Removing a 5p electron from the atoms indium to xenon costs between about 6 and 12 eV, and three energies of the p shell decide how well a calculation reproduces that cost. The repulsion between two 5p electrons is about 10 eV (9.8 eV for the 5p3/2 pair integral F⁰ of iodine in the Dirac-Fock run). The unit in which the terms of an open p shell are split is about 0.2 eV. Spin-orbit coupling separates 5p1/2 from 5p3/2 by 0.44 eV in tin and 0.79 eV in tellurium, in the PBE levels. The table sets the ionisation energy (IE) from PBE and from Dirac-Fock, each a difference of total energies, beside the measured value. The Dirac-Fock column comes from a B-spline radial atomic code with the four-component Dirac-Coulomb Hamiltonian and a Fermi nucleus. The symbol ε is the eigenvalue of the highest occupied PBE level, and "computed less table" is the PBE error.

Atoms In to Xe in NIST's ground configurations, from Quantum ESPRESSO 7.5 (ld1.x): all-electron PBE, Dirac equation, spherical, no spin polarisation, point nucleus, j = l − 1/2 subshells filled first. The Dirac-Fock column is from a B-spline radial atomic code, version 1 (configuration average, Fermi nucleus). Ionisation energies (IE) are differences of total energies.

```
species   Z      configuration  ionisation energy (eV)  −ε(highest occupied) (eV)  highest level mean radius (bohr)  highest level  NIST table (eV)  stated uncertainty (eV)  computed less table (eV)  −ε / IE  IE, Dirac-Fock (eV)
     In  49  [Kr] 4d10 5s2 5p1                 5.57199                     2.6407                            3.6364          5p1/2        5.7863558                    5e-07                    -0.214    0.474               5.1320
     Sn  50  [Kr] 4d10 5s2 5p2                 7.09497                     3.8306                            3.1698          5p1/2         7.343918                  1.2e-05                    -0.249    0.540               6.3672
     Sb  51  [Kr] 4d10 5s2 5p3                 7.95964                     4.5156                            2.9821          5p3/2         8.608389                  1.2e-05                    -0.649    0.567               7.6264
     Te  52  [Kr] 4d10 5s2 5p4                 9.35174                     5.6216                            2.7235          5p3/2         9.009808                    6e-06                     0.342    0.601               8.9258
      I  53  [Kr] 4d10 5s2 5p5                 10.7305                     6.7315                            2.5199          5p3/2        10.451236                  2.5e-05                     0.279    0.627               10.273
     Xe  54  [Kr] 4d10 5s2 5p6                 12.1098                     7.8545                            2.3529          5p3/2        12.129844                  1.5e-06                   -0.0201    0.649               11.673
```

Which calculation gives the larger ionisation energy, and is it the better one? PBE lies above Dirac-Fock in every row, by 0.33 to 0.73 eV, and Dirac-Fock lies below measurement in every row. The standard reason is correlation: the neutral atom has one electron more than the ion and so more correlation energy, and a method that omits it binds the atom too weakly. PBE is closer overall, with a root-mean-square error of 0.35 eV against 0.66 eV, but Dirac-Fock is closer for tellurium and iodine. Neither ranking is a clean test of exchange and correlation, because the two columns treat the open shell differently. Dirac-Fock averages over all states of the 5pⁿ configuration, PBE fills 5p1/2 first, and the measurement connects the lowest level of the atom with the lowest level of the ion.

Why is the PBE step from tin to antimony so short? It is 0.865 eV, against 1.38 to 1.52 eV for the other four steps, while Dirac-Fock climbs evenly by 1.24 to 1.40 eV. The occupations show the cause: indium and tin lose a 5p1/2 electron, and antimony is the first to lose the less tightly bound 5p3/2. With the spin-orbit constant ζ defined as two thirds of the 5p splitting, 5p1/2 lies ζ below the mean p level and 5p3/2 lies ζ/2 above it. A straight line in Z through the splittings of tin and tellurium gives ζ = 0.290 eV for tin and 0.407 eV for antimony, so the step loses 0.290 + 0.204 = 0.494 eV. With this term removed from every row the five steps lie between 1.36 and 1.45 eV. The eigenvalue and radius columns change level at the same place. Measured from the empty 5p3/2 level of tin, the level deepens by 1.12 eV and shrinks by 0.35 bohr, where the columns suggest 0.68 eV and 0.19 bohr. The measured series has its shortest step one element later, so this kink belongs to the filling rule.

Why does the measured energy nearly stall from antimony to tellurium, and why do both calculations miss it? The measured rise is 0.40 eV, against 1.39 in PBE and 1.30 in Dirac-Fock. The error therefore jumps by 0.99 eV in one column and 0.90 eV in the other, so the jump is not peculiar to PBE. The established cause is exchange. Electrons of parallel spin avoid each other and repel less, and the real ground term makes as many parallel pairs as it can: 0, 1, 3, 3, 4 and 6 for p¹ to p⁶. In an average over the configuration two pairs in five are parallel, which gives 0, 0.4, 1.2, 2.4, 4 and 6. The excess of 0, 0.6, 1.8, 0.6, 0, 0 peaks at the half-filled shell. Ionising antimony destroys a p³ shell and costs extra, and ionising tellurium creates one in Te⁺ and costs less. Both calculations are spherical and without spin polarisation and have no such peak. This is argued from term theory and fits the signs in the table; the runs themselves do not resolve terms.

How much of the error can that picture account for? Let F be the Slater integral F² of the p shell divided by 25. The terms of p³ lie at −15F, −6F and 0 with weights 4, 10 and 6, so their mean is −6F and the ground term is 9F below it. The same counting gives 3F for p² and p⁴. Call S(n) the depth of the lowest level of pⁿ below the average, spin-orbit coupling included; the true IE then exceeds the averaged one by S(n) − S(n−1). For antimony, F² = 5.186 eV from the iodine Dirac-Fock run, scaled by the inverse ratio of mean radii, gives F = 5.186 × (2.520/2.982)/25 = 0.175 eV. To first order S(3) = 9F = 1.575 eV and S(2) = 3F + ζ = 0.932 eV, a difference of 0.643 eV, which becomes 0.603 eV when spin-orbit mixing of the terms is included. PBE has −ζ/2 = −0.204 eV in place of this, so its predicted error is −0.204 − 0.603 = −0.807 eV, against the actual −0.649. Nothing was fitted to antimony here.

Without a parameter the model has the right signs from tin to iodine and halves the root-mean-square PBE error to 0.17 eV, but it overshoots: it gives 1.44 eV for the jump of 0.99. One scale factor on F², chosen to minimise the squared PBE residuals over the six rows, comes out as 0.80 and leaves −0.04 to −0.07 eV for tin to iodine. That factor absorbs several shortcuts at once (one F and one ζ for atom and ion, an integral borrowed from iodine, the assumption that unpolarised PBE equals a configuration average) and cannot be read as one physical quantity. A value below one is also expected on known grounds, since correlation makes real term splittings smaller than a Hartree-Fock F² implies. The last assumption cannot be exact: a single p electron has no term depth, yet an unpolarised functional still places it above its polarised energy. Interpolating ζ geometrically changes it only to 0.79. Indium and xenon have no terms to resolve and get no correction, so indium's −0.214 eV is the largest misfit left after scaling. For Dirac-Fock, which was not fitted, the scaled model gives a jump of 1.06 eV against 0.90, and a spin-orbit correction alone leaves the jump almost whole. What remains of the Dirac-Fock error is negative in all rows, as missing correlation requires, but its shape is not settled. With the scale factor applied it grows steadily from −0.48 eV at indium to −0.84 eV at xenon, and without the factor it falls into one group near −0.4 to −0.5 eV and another near −0.8 to −1.0 eV. Either way the small errors at tellurium and iodine look like cancellation between the missing term depth and the missing correlation.

Why is −ε only 0.47 to 0.65 of the PBE ionisation energy? In a semilocal functional an electron partly repels its own charge, so its level sits too high while it is fully present and sinks as it is removed. Janak's theorem makes this exact: IE = −∫ε df over the occupation f from 0 to 1. If ε falls linearly by U as the electron leaves, then IE = −ε + U/2. For the exact functional ε stays constant and equals −IE. A self-repulsion should scale as the inverse of the mean radius ⟨r⟩, and the numbers are consistent with that: the gap IE + ε grows from 2.93 to 4.26 eV, while gap times ⟨r⟩ only drifts from 0.392 to 0.368 hartree bohr. A least-squares fit of k/⟨r⟩ to the six gaps gives k = 0.375 hartree bohr and misses by −4.3% of the gap at indium and +1.9% at xenon; a gap proportional to IE misses by up to 25%, but one proportional to √IE does better than k/⟨r⟩ (gap/√IE stays between 1.22 and 1.24 with energies in eV). Since √IE is itself a measure of inverse orbital size, the fit supports a gap set by size and does not single out 1/⟨r⟩. The drift is systematic (a log-log line has slope −0.86), and the radius switches level at antimony. Iodine's gap is 0.82 of half the Dirac-Fock F⁰, the right size for a repulsion reduced by the exchange-correlation response and by relaxation. The ratio −ε/IE rises along the row because IE doubles while the gap grows by less than half. Dirac-Fock cancels self-repulsion, and its highest level exceeds its own IE by 1.6 to 3.5%, the sign expected when the ion relaxes. For iodine that level is 5p3/2; weighting both j levels, as the averaged IE does, makes it 6.7%.

What would change with spin polarisation, or in another row of the periodic table? Polarisation lowers an open shell the more unpaired spins it has, so it would raise the IE of antimony and lower that of tellurium, each in the direction of the measured value. No polarised run is given, and the term energies above are large enough that the shift could overshoot, above all at tellurium. Aligning the spins and filling low j first also compete, so the two gains cannot simply be added. It would also lower neutral indium and Xe⁺, each with one unpaired spin. That raises indium's IE and is a plausible guess for its misfit, and it makes xenon's error more negative. Across rows the contest is between F and ζ. In lighter p blocks ζ is small and the break at the half-filled shell sharpens into a drop, as from phosphorus to sulphur. In the 6p block ζ dominates, the real break moves to the point where p1/2 is full, between lead and bismuth, and filling low j first comes closer to the real atom.

Which digits can be trusted? The measured values are good to 0.00003 eV or better. The PBE totals are known to lie 5 to 24 meV low, and how far this cancels between atom and ion is not shown, so the second decimal of a PBE energy is the last worth quoting. Xenon's error of −0.020 eV is of that size and is no evidence of high accuracy; the other five errors are far larger. Breit, QED and recoil terms lower the Dirac-Fock ionisation energies by less than 0.005 eV and explain none of the pattern. As predictions of measurement the PBE values are uncertain by tenths of an electronvolt, at worst −7.5% of the measured value at antimony. The model above suggests that much of that error comes from the treatment of the open shell (spherical, unpolarised, low j filled first) and need not be charged to the functional.
